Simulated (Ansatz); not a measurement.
# PPt: the change of energy above lowest point with volume scale

All results are calculated (Ansatz 0.2.0). Free energy against uniform scaling of the volume at fixed shape and fractions; periodic cell, basis, potentials, k mesh and filling as listed.

The cell before it is scaled or strained (space group P6_3mc, No. 186):
```
PPt
1.0
      3.7430     0.0000     0.0000
     -1.8715     3.2416     0.0000
      0.0000     0.0000     6.3537
P Pt
2 2
Direct
  0.66667 0.33333 0.50310
  0.33333 0.66667 0.00310
  0.66667 0.33333 0.87190
  0.33333 0.66667 0.37190
```

Settings of every row: functional PBE; dispersion none; potentials PAW; wave cutoff 500 eV; density cutoff 2000 eV; k mesh 7x7x4; k shift 0x0x0; occupations fermi dirac; smearing width 0.15 eV; spin none.

Limits: coarse k mesh, up to 40 meV an atom off; no spin-orbit coupling, which can matter with elements this heavy; the cell comes from a prototype or a list of computed structures and needn't be the stable phase.

| row | volume scale | V (Å³/atom) | energy above lowest point (meV/atom) |
| --- | --- | --- | --- |
| 1 | 0.92 | 17.731 | 67 |
| 2 | 0.9467 | 18.246 | 29.5 |
| 3 | 0.9733 | 18.758 | 7.9 |
| 4 | 1 | 19.273 | 0 |
| 5 | 1.0267 | 19.787 | ? |
| 6 | 1.0533 | 20.3 | 17.4 |
| 7 | 1.08 | 20.815 | 39.5 |

Question: what energy above lowest point should row 5 give?

Worked fit of energy above lowest point. Take u = (V_r/V)^(2/3) − 1 with V_r = 19.015 Å³ an atom, which is twice the finite (Eulerian) strain; such expansions in the strain, on which the Birch-Murnaghan equation of state is built, carry the rest volume and the bulk modulus. The shown rows have u = 0.04771, 0.0279, 0.00911, -0.00894, -0.04266, -0.05852. Least squares give energy above lowest point = 2.42 + 436 × u + 18814 × u² + 9031 × u³ meV/atom; a parabola predicts inner rows, each left out in turn, worse (root mean square 0.41 against 0.12 meV/atom). The rows lie off it by 0.0, 0.1, -0.1, 0.0, 0.0, 0.0. Its lowest point lies at u = -0.0117, or V = 19.35 Å³ an atom, and the curvature there gives the bulk modulus at fixed shape and fractions, B = (4/9)(1 + u)² E″(u)/V = 133 GPa. Letting shape and atoms relax would as a rule lower it, by much in layered, chain or molecular crystals. The withheld row has u = -0.02618, so the fit gives 2.42 + 436 × (-0.02618) + 18814 × (-0.02618)² + 9031 × (-0.02618)³ = 3.7 meV/atom.

The calculation gave 3.7 meV/atom. The fit meets it to the printed digit.
